Stretch a semiconductor evenly in all directions and its electrons keep the same atoms, the same bond angles and the same number of neighbours. Only the bonds get longer. Cadmium sulfide in the zinc-blende structure is a clean case, because its symmetry fixes every angle and leaves the bond length as the one thing that can change. How fast does its band gap respond, and is the response regular enough to foretell the gap of a cell larger than any that has been examined?

Zinc-blende CdS, strained evenly from its r2SCAN geometry, computed with Ansatz 0.2.0 using the r2SCAN functional with spin-orbit coupling, PAW potentials, a 500 eV plane-wave cutoff, an 8×8×8 k mesh and Fermi–Dirac smearing of 0.02 eV. The band gap is the least found over the mesh, the named k points and the paths between them.

| volume (Å³/atom) | shortest distance (Å) | band gap (eV) | least direct gap (eV) |
| --- | --- | --- | --- |
| 23.174 | 2.469 | 1.734 | 1.734 |
| 23.899 | 2.495 | 1.666 | 1.666 |
| 24.638 | 2.520 | 1.598 | 1.598 |
| 25.392 | 2.545 | 1.528 | 1.528 |
| 26.161 | 2.571 | 1.458 | 1.458 |
| 26.946 | 2.596 | 1.387 | 1.387 |
| 27.746 | 2.622 | 1.316 | 1.316 |
| 28.562 | 2.647 | ? | ? |

The row at 25.392 Å³ per atom is the crystal at rest, with almost no pressure on it. Each row differs from the next by one per cent of that crystal's length, so the first row is compressed by three per cent and the last is stretched by four. In the seven rows with known gaps the band gap equals the least direct gap. The highest filled level and the lowest empty one both lie at Γ, the centre of the Brillouin zone, so these rows follow a single electronic transition.

That transition joins two levels of different character. Bonding theory for tetrahedral semiconductors describes the lowest empty level at Γ as an antibonding mixture of Cd 5s and S 3s orbitals. Its energy is high because the two orbitals meet out of phase, and the penalty grows with their overlap. Longer bonds mean less overlap, a smaller penalty and a lower level.

The highest filled level is made mainly of S 3p orbitals. The filled Cd 4d shell lies below it and pushes it upwards, and this push also weakens as the atoms move apart. Taken alone, this makes the filled level sink as well, which partly offsets the approach of the empty level from above. Weaker bonding among the p orbitals acts the other way. The antibonding s level should win, and the gap should close on stretching. The same reasoning suits other tetrahedral semiconductors whose lowest empty level is an s-like state at Γ.

The calculation agrees with the direction of this argument. Between the first row and the row at 27.746 Å³ per atom, the printed energy of the empty level falls by 2.903 eV and that of the filled level by 2.486 eV. Most of this fall is common to both and has no meaning by itself, because an infinite crystal offers no vacuum level from which to measure. Only the difference counts, and it closes the gap by about 0.42 eV. How strongly the s orbitals close the gap, and how much of that the d shell takes back, remains open, since the levels were not resolved into orbitals.

A forecast needs a rule for the rate of closing. The usual measure is the deformation potential, the change of the gap per unit change of ln V, where V is the volume. If it were constant, the gap would be a straight line in ln V. The known rows contradict this: a step of one per cent in length lowers the gap by 0.068 eV at the compressed end and by 0.071 eV at the stretched end. Yet the same step in length is a slightly smaller step in ln V when the cell is large, so the deformation potential must grow in size as the crystal expands.

The simplest repair is to let the deformation potential change in proportion to ln V, which adds one quadratic term to the gap. This curve was fitted to the seven known rows. At rest its slope is −2.325 eV, and over the fitted range the slope steepens from about −2.2 to −2.5 eV. The curve is a smooth expansion around the resting crystal and not a law derived from the orbitals, so it can be trusted only close to its data.

The withheld row lies one step beyond them. Its volume exceeds that of the resting crystal by a factor of 28.562/25.392, whose natural logarithm is 0.1176. The linear term lowers the gap by 2.325 × 0.1176 = 0.273 eV, and the quadratic term by a further 0.7905 × 0.1176² = 0.011 eV. Starting from 1.528 eV at rest, the forecast is 1.528 − 0.273 − 0.011 = 1.244 eV.

The range set around this value is 1.240 to 1.248 eV. Its half-width of 0.004 eV is about the distance between the curve and a plain straight line in bond length, which also follows the known rows closely. It is a judgement about the choice of formula and not a statistical error. If the curve misses, the computed gap is more likely to lie above 1.244 eV than below, because the finer digits of the calculation show the growth of the steps fading.

Two further expectations go with the number. The least direct gap should equal the band gap, since both edges should stay at Γ. A constant deformation potential should predict too large a gap, because it ignores the steepening; fitted to the same seven rows, it gives 1.252 eV.

The withheld rows as computed:

| volume (Å³/atom) | shortest distance (Å) | band gap (eV) | least direct gap (eV) |
| --- | --- | --- | --- |
| 28.562 | 2.647 | 1.245 | 1.245 |

The computed gap is 1.245 eV, inside the range and 0.001 eV above the central forecast. The least direct gap is the same, so the gap is still direct. The constant deformation potential overshoots by 0.007 eV, as expected. The straight line in bond length overshoots too, by 0.003 eV.

The small miss has a plain reading. The last step, from 27.746 to 28.562 Å³ per atom, lowers the gap by 0.071 eV, which to the digits of the table repeats the step before it. The quadratic term assumes that the steepening goes on at its average pace, while the actual steepening is slowing down. Over one step this hardly matters. Over several steps the error would build up, and the curve would be a poor guide to strongly expanded cells.

Why the steps grow at all is less certain than why the gap closes. If all contributions weakened at the same rate as the bonds lengthened, the steps ought to shrink. One possible reason is that the opposing effect of the Cd 4d shell dies away faster with distance than the s–s antibonding, so that the fall of the empty level is offset less and less. This is a guess. The successful forecast doesn't support it, because any smooth curve with the same bend would have done as well.

For practical use the slope matters more than the bend. Near rest, one per cent of stretch in every direction costs about 0.07 eV of gap, a little under five per cent of its computed size. Put in terms of pressure, the rows one per cent either side of rest give a rise of about 39 meV for each gigapascal of compression. These figures hold for even strain in all directions. A thin film stretched only in its plane also changes its angles, and that splits the filled levels in a way that this series doesn't contain.

The absolute gaps should not be used for design. The r2SCAN functional gives 1.528 eV at rest, whereas the measured gap of CdS is roughly 2.5 eV, and a shortfall of this kind is typical of such functionals. The change with volume is usually better described than the gap itself, but no higher level of theory stands beside these rows to confirm it here. Nor is the slope a temperature coefficient: warming expands the crystal, but it also sets the atoms vibrating, and that shifts the gap separately.

The compressed end carries a limit of its own. The two smallest cells need pressures of about 4 and 7 GPa, where real CdS would already have changed to the rock-salt structure, which becomes stable at roughly 3 GPa. Those rows describe how the zinc-blende gap would continue if the structure were held in place. They help to fix the curve, but they don't describe a sample in a press.

The output below gives the fits of the curve and of the two straight lines, together with the step from each row to the next.

The analysis program printed:

```
fit of band_gap on 7 rows: constant 1.528 +/- 0.00018, coefficient of lnv -2.325 +/- 0.002, coefficient of lnv2 -0.7905 +/- 0.038; rms 0.000235, worst 24.638 -0.000482, leave-one-out rms 0.000448
  rows outside the fit (model, value, miss): 28.562 1.244, 1.245, -0.00132
fit of band_gap on 7 rows: constant 1.525 +/- 0.0011, coefficient of lnv -2.323 +/- 0.018; rms 0.00248, worst 23.174 0.00363, leave-one-out rms 0.004
  rows outside the fit (model, value, miss): 28.562 1.252, 1.245, 0.00702
fit of band_gap on 7 rows: constant 1.527 +/- 0.00057, coefficient of stretch -0.06972 +/- 0.00029; rms 0.00128, worst 23.174 0.00191, leave-one-out rms 0.00204
  rows outside the fit (model, value, miss): 28.562 1.248, 1.245, 0.00287
Forecast gap of the withheld row [eV]: 1.244
Lower end of the forecast range [eV]: 1.24
Upper end of the forecast range [eV]: 1.248
Line in length less curved form at the withheld row [eV]: 0.004191
Computed least direct gap less band gap in the withheld row [eV]: 0
Deformation potential of the curved form at 3 % compression [eV]: -2.181
Deformation potential of the curved form at 3 % stretch [eV]: -2.465
Fall of the gap from first to last known row [eV]: 0.418
Fall of the printed conduction edge over the same rows [eV]: 2.903
Fall of the printed valence edge over the same rows [eV]: 2.486
Rise of the gap with pressure near rest [meV/GPa]: 38.57
Steps along the series:
     row  length change in %  gap step in eV  gap step per ln V in eV
  23.174              -3.001             n/a                      n/a
  23.899                  -2          -0.068                   -2.207
  24.638             -0.9998          -0.068                   -2.233
  25.392                   0           -0.07                   -2.322
  26.161              0.9995           -0.07                   -2.346
  26.946                   2          -0.071                   -2.401
  27.746               2.999          -0.071                   -2.427
  28.562               3.999          -0.071                    -2.45
```
